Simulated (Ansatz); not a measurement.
# A family of molecules: the dipole moment

One atom is swapped for its congeners: C2H10N2Si `CN[SiH2]NC`; C2H10GeN2 `C[NH][GeH2][NH]C`; C2H10N2Sn `C[NH][SnH2][NH]C`. All are singlets with charge 0.

Shapes, held fixed at every level: PBE0-D4/def2-TZVP. Flexible molecules stand in one conformer, not always the lowest. Programs: Ansatz 0.2.0. Values in D.

```csv
level,C2H10N2Si,C2H10GeN2,C2H10N2Sn
PBE-D4/def2-TZVPP,1.21,0.22,0.51
r2SCAN-D4/def2-TZVPP,1.21,0.19,0.59
B3LYP-D4/def2-TZVPP,1.14,0.12,0.65
wB97M-V/def2-TZVPP,1.16,0.07,0.79
```

At wB97M-V/def2-TZVPP the dipole moment isn't monotonic: it is largest for Si and smallest for Ge (1.16 and 0.07 D). Every level shows the same order. For atoms past krypton def2 sets carry core potentials with scalar relativity. Relativity is left out for Ge unless named. Magnitudes only: a dipole under 1 D may point either way.

The near-zero dipole of the germanium compound doesn't mean that its Ge–N bonds are nonpolar. Nitrogen is far more electronegative than any of the three central atoms, so the total moment is a vector sum in which M–N and M–H bond dipoles and the nitrogen lone pairs partly cancel. That balance probably shifts down the group as the bonds lengthen, the hydridic M–H polarity changes and the weaker delocalisation of the nitrogen lone pairs lets the amino groups pyramidalise.

The dip at Ge may therefore hide a steady change in a signed component that reverses between Ge and Sn. The functionals hint at this: from PBE to wB97M-V the Ge moment falls from 0.22 to 0.07 D while the Sn moment grows from 0.51 to 0.79 D, as a common shift acting on opposite signs would produce. Without dipole vectors and a matched set of N–M–N–C torsions, the element's own effect can't be separated from that of the amino groups' orientation.
